\textbf{Question.} The Brown--Ravenhall operator is bounded below only for $Z\alpha\le 2/(\pi/2+2/\pi)=0.906$ ($Z\le124$), and its graphene analogue only for $\gamma\le0.378$. The unprojected Dirac equation collapses later, at $1$ and $1/2$. Both numbers come from projecting on the positive states of the \emph{free} operator. Where does that choice enter, and how much of $0.378$ is due to it?

\textbf{Answer.} It enters in one step, the deletion of the block of the potential that couples the two bands. Restoring that block to second order gives a positive term which, at $\gamma=0.378$, is 21\% of the kinetic energy.

\textbf{Setup.} In three dimensions the limit is due to Evans, Perry and Siedentop (1996), and Tix (1998) showed $B\ge mc^2(1-Z\alpha)$ below it. The limit is decided at large momentum, where a mass or gap drops out. Take one valley of graphene, in units of $\hbar v$:
\begin{equation}
H=\boldsymbol\sigma\cdot\mathbf k-\frac{\gamma}{r},\qquad \gamma=\frac{Ze^2}{4\pi\epsilon_0\epsilon\hbar v},\qquad u_\pm=\frac{1}{\sqrt2}\begin{pmatrix}1\\ \pm e^{i\theta}\end{pmatrix},
\end{equation}
where $u_\pm$ have free energies $\pm k$. The potential has the kernel $-\gamma/(2\pi|\mathbf k-\mathbf k'|)$, multiplied by the overlap $\tfrac12(1+e^{-i(\theta-\theta')})$ within a band and $\tfrac12(1-e^{-i(\theta-\theta')})$ between bands. For amplitudes independent of $\theta$ (angular momentum $j=1/2$) the two terms act in the orbital channels $m=0$ and $m=1$, whose radial kernels are $Q_{m-1/2}(\cosh t)/(\pi\sqrt{kk'})$ with $t=\ln(k/k')$. Write each amplitude as $k^{-3/2}g(\ln k)$. The kinetic form becomes $\int|g|^2\,d\ln k$ and the potential a convolution in $\ln k$ with Fourier (Mellin) symbol
\begin{equation}
V_m(s)=\frac1\pi\int_{-\infty}^{\infty}Q_{m-1/2}(\cosh t)\,e^{ist}dt=\frac{|\Gamma(\frac{m+1/2+is}{2})|^2}{2\,|\Gamma(\frac{m+3/2+is}{2})|^2}.
\end{equation}
These fall with $|s|$ from $V_0(0)=4.377$ and $V_1(0)=0.914$. With $a=(V_0+V_1)/2$ and $b=(V_0-V_1)/2$, the scale-invariant operator $k^{-1/2}Hk^{-1/2}$ is the matrix
\begin{equation}
M(s)=\begin{pmatrix}1-\gamma a&-\gamma b\\-\gamma b&-1-\gamma a\end{pmatrix},\qquad a(0)=2.645,\quad b(0)=1.731 .
\end{equation}

\textbf{Where the assumption enters.} The free projector keeps $M_{11}$ only. Positivity then requires $\gamma\le1/a(0)=0.378$. Beyond that, a trial state with negative energy can be contracted, and its energy goes to $-\infty$. The discarded element is not small: $\gamma b(0)=0.65$ at this coupling.

\textbf{First correction.} Rotate the projector towards the positive subspace of $H$ itself. Split $H=E_0+E_1+O$, with $E_0=\mathrm{diag}(k,-k)$, $E_1$ the intraband and $O$ the interband part of the potential, whose upper right block is $O_{+-}$. Apply $e^{W}He^{-W}$ with
\begin{equation}
W=\begin{pmatrix}0&X\\-X^\dagger&0\end{pmatrix},\qquad X(k,k')=\frac{O_{+-}(k,k')}{k+k'} .
\end{equation}
Then $kX+Xk=O_{+-}$, so $[W,E_0]=-O$ and the first-order coupling cancels. The band-diagonal second-order part is $[W,O]+\tfrac12[W,[W,E_0]]=\tfrac12[W,O]$, with upper block
\begin{equation}
H_2=\tfrac12\left(XO_{+-}^\dagger+O_{+-}X^\dagger\right).
\end{equation}
This is the second-order Douglas--Kroll--Hess term. In the channel, $X$ is real and symmetric. Let $w_\pm(s)$ be the symbols of $k^{\pm1/2}Xk^{\mp1/2}$. Their kernels are that of $-\gamma b$ times $e^{\pm t/2}/(2\cosh\frac t2)$, so $w_++w_-=-\gamma b$. Scale-invariant operators in one channel commute, hence $k^{-1/2}H_2k^{-1/2}$ has the symbol $\tfrac12(w_-+w_+)(-\gamma b)$, and the corrected symbol is
\begin{equation}
f_2(s)=1-\gamma a(s)+\tfrac12\gamma^2b(s)^2 .
\end{equation}
The new term is positive: level repulsion from the lower band pushes the electron state up. While $0\le\gamma b<1$, $f_2$ decreases with both $V_0$ and $V_1$. Numerically $b$ is largest at $s=0$, so the minimum stays there. The smaller root is
\begin{equation}
\gamma_2=\frac{a-\sqrt{a^2-2b^2}}{b^2}\bigg|_{s=0}=0.548,
\end{equation}
where $\gamma_2b(0)=0.95<1$. The channel $j=-1/2$ gives the same symbols, and $|j|=3/2$, with $a(0)=0.700$, is far from critical.

\textbf{All orders.} The Gamma functions telescope to $V_0V_1=a^2-b^2=1/(\tfrac14+s^2)$, so
\begin{equation}
\det M=\frac{\gamma^2}{\tfrac14+s^2}-1 .
\end{equation}
A real zero, that is an oscillating zero-energy solution $r^{-1/2\pm is}$, exists from $\gamma=1/2$ on. This is the exact threshold of the model, 32\% above $0.378$. The second-order term moves the threshold up by 45\% and overshoots $1/2$ by 10\%. The higher orders can be sized at $\gamma=1/2$, where $M(0)$ is already singular but $f_2(0)=0.052$, against a second-order term of $0.375$. They are about 14\% of it and of opposite sign. The third-order term $\tfrac12[W,[W,E_1]]$ has the symbol $\tfrac12\gamma a(w_+-w_-)^2$, which vanishes at $s=0$ by the symmetry $t\to-t$, so this remainder starts at fourth order.

The same algebra in three dimensions, with $V_0(0)=\pi/2$ and $V_1(0)=2/\pi$, gives the sequence $0.906$, $1.006$, $1$ and a correction of $0.090$ at the projected limit. Graphene is the worse case because $V_0(0)/V_1(0)$ is $4.79$ instead of $2.47$.

\textbf{Size in graphene.} At $\gamma=0.378$ the projected symbol vanishes at $s=0$, while
\begin{equation}
\tfrac12\gamma^2b(0)^2=0.214 .
\end{equation}
There the correction is the whole stability margin. As typical inputs take $v\approx1.0\times10^6$ m/s, so $\hbar v=0.658$ eV\,nm and $\alpha_g=e^2/(4\pi\epsilon_0\hbar v)=2.19$, and a SiO$_2$ substrate with permittivity about $3.9$, so $\kappa=(1+3.9)/2=2.45$. The static random-phase screening of neutral graphene, an approximation at this coupling strength, gives $\epsilon=\kappa+\pi\alpha_g/2=5.89$. A unit charge then has $\gamma\approx0.37$ in this model. The free projection would call it almost critical, while the full equation puts it well below $1/2$, which fits the typical picture that single charges are subcritical and collapse needs several.

In energy, a state with mean wave number 1 nm$^{-1}$ and $s\approx0$ is raised by $0.214\times0.658$ eV $=0.14$ eV, or $1.6\times10^3$ K. This is the model's upper value, since $s\approx0$ needs a state spread over many decades of $k$. The cone is linear only up to roughly 1 eV, and doping or sample size cuts off small $k$. A half-wave of $g$ over a window $L=\ln(k_{\max}/k_{\min})$ has root-mean-square $s=\pi/L$. For $L=2\pi$, a ratio of about $5\times10^2$ in $k$, this is $s=1/2$, where at $\gamma=0.378$ the projected symbol is $0.39$ and the correction $0.041$. The expectation values are averages over the spectrum $|\hat g(s)|^2\propto\cos^2(\pi s)/(s^2-\tfrac14)^2$. Since both $a$ and $b^2$ peak at $s=0$, these averages are $0.26$ and $0.10$, in units of the mean kinetic energy. That energy is fixed by the window. The norm $\int|g|^2k^{-1}\,d\ln k$ is weighted towards small $k$, so $\langle k\rangle=12.6\,k_{\min}=k_{\max}/42.5$, and a mean of 1 nm$^{-1}$ would need $\hbar vk_{\max}\approx28$ eV, far outside the linear cone. With $\hbar vk_{\max}=1$ eV the mean wave number is $0.036$ nm$^{-1}$ and the mean kinetic energy $23.5$ meV. The cutoffs therefore set the energy scale: for such a window the model's shift is $2.4$ meV, and at most $5.0$ meV even with the $s=0$ value $0.214$, well below $k_BT=0.026$ eV at 300 K.